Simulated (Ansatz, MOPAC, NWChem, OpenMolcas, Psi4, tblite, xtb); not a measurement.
**Si2H5Cl (SMILES [SiH3][SiH2]Cl): methods side by side**

Si2H5Cl, singlet, SMILES `[SiH3][SiH2]Cl`. Each level relaxes the structure for itself.

Each level gives the highest harmonic wavenumber at each level's own minimum (cm⁻¹). The values are calculated.

```csv
level,kind,program,value (cm⁻¹)
PM6,semi-empirical,MOPAC,2102
PM6-DH2X,semi-empirical,MOPAC,2102
GFN2-xTB,semi-empirical,xtb,2247
GFN1-xTB,semi-empirical,tblite,2156
HF/3-21G,Hartree–Fock,OpenMolcas,2335
HF/6-31G* (Cartesian functions),Hartree–Fock,OpenMolcas,2404
BP86/def2-SVP (density fitting),GGA,Psi4,2177
B3LYP-D3(BJ)/6-31G* (spherical functions),global hybrid,NWChem,2267
B3LYP-D3(BJ)/def2-SVP,global hybrid,NWChem,2235
PBE0-D4/def2-TZVP,global hybrid,Ansatz,2242
```

Harmonic and unscaled. The values span 2102 to 2404 cm⁻¹.

The highest mode is an Si–H stretch at every level. Hydrogen's small mass puts it far above the Si–Cl and Si–Si stretches, while the longer, softer bond to silicon keeps it well below a typical C–H stretch. Among the ab initio and density-functional rows the order is clear: both Hartree–Fock values lie highest, the three hybrids fall between 2235 and 2267 cm⁻¹, and BP86 is lowest at 2177 cm⁻¹, probably because Hartree–Fock lacks the electron correlation that softens the stretching potential. The semi-empirical methods share no common offset: GFN2-xTB falls within the hybrid range, whereas GFN1-xTB and PM6 lie below BP86. PM6 and PM6-DH2X coincide, as expected when the added terms address noncovalent contacts and the mode is a covalent stretch. The wavenumbers alone do not show whether the highest mode belongs to the SiH3 or the chlorinated SiH2 end, so they cannot measure chlorine's effect on the neighbouring Si–H bonds.
